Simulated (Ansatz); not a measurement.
Loss of H2: C2H6FIn → C2H4FIn + H2

Species: C2H6FIn `C[CH2][InH][F]`, singlet; C2H4FIn `C=[CH][InH][F]`, singlet; H2 (hydrogen), singlet. 

Shapes, held fixed at every level: PBE0-D4/def2-TZVP. Flexible molecules stand in one conformer, not always the lowest. Programs: Ansatz 0.2.0. The zero-point and thermal change to 298 K, harmonic and unscaled (PBE0-D4/def2-TZVP), is -26.6 kJ/mol.

```json
{"level": "HF/def2-SVP", "kind": "Hartree–Fock", "ΔH(298 K) (kJ/mol)": "+130.3", "less CCSD(T)/def2-TZVPP": "+6.1"}
{"level": "HF/def2-TZVPP", "kind": "Hartree–Fock", "ΔH(298 K) (kJ/mol)": "+116.6", "less CCSD(T)/def2-TZVPP": "-7.6"}
{"level": "SPW92/def2-TZVPP", "kind": "LDA", "ΔH(298 K) (kJ/mol)": "+164.5", "less CCSD(T)/def2-TZVPP": "+40.3"}
{"level": "BHLYP-D4/def2-TZVPP", "kind": "global hybrid", "ΔH(298 K) (kJ/mol)": "+133.6", "less CCSD(T)/def2-TZVPP": "+9.4"}
{"level": "B2PLYP/def2-TZVPP", "kind": "double hybrid", "ΔH(298 K) (kJ/mol)": "+122.6", "less CCSD(T)/def2-TZVPP": "-1.6"}
{"level": "CCSD(T)/def2-SVP", "kind": "coupled cluster or CI", "ΔH(298 K) (kJ/mol)": "+130.2", "less CCSD(T)/def2-TZVPP": "+6.0"}
{"level": "CCSD/def2-SVP", "kind": "coupled cluster or CI", "ΔH(298 K) (kJ/mol)": "+134.4", "less CCSD(T)/def2-TZVPP": "+10.2"}
{"level": "CCSD(T)/def2-TZVPP", "kind": "coupled cluster or CI", "ΔH(298 K) (kJ/mol)": "+124.2", "less CCSD(T)/def2-TZVPP": "0.0"}
```

The highest level, CCSD(T)/def2-TZVPP, gives ΔH(298 K) = +124.2 kJ/mol; the levels span +116.6 to +164.5. The column of differences is taken from that level and isn't an error. No measured value is set beside it here. For atoms past krypton def2 sets carry core potentials with scalar relativity. Correlated rows may include outer-core shells of In, which these sets cover unevenly.

Dehydrogenating the ethyl group to vinyl is strongly endothermic at every level, because the new C=C π bond and the H–H bond together don't repay the two C–H σ bonds given up. Zero-point and thermal terms soften the cost by -26.6 kJ/mol, chiefly because stiff C–H stretching and bending modes disappear. Indium stays trivalent throughout and is largely a spectator; any π donation from vinyl into its empty, diffuse 5p orbital is probably weak.

LDA stands apart at +40.3 kJ/mol above the reference, which suggests that it overbinds the more saturated reactant relative to the separated products. The near coincidence of Hartree–Fock and CCSD(T) in the small basis doesn't show that correlation is unimportant, since the two separate in the larger one. In the small basis, triples lower the enthalpy, consistent with their greater weight in the π-bonded product. The enthalpy alone doesn't show whether H2 loss could compete with β-hydride elimination of ethene, a familiar route for metal alkyls.
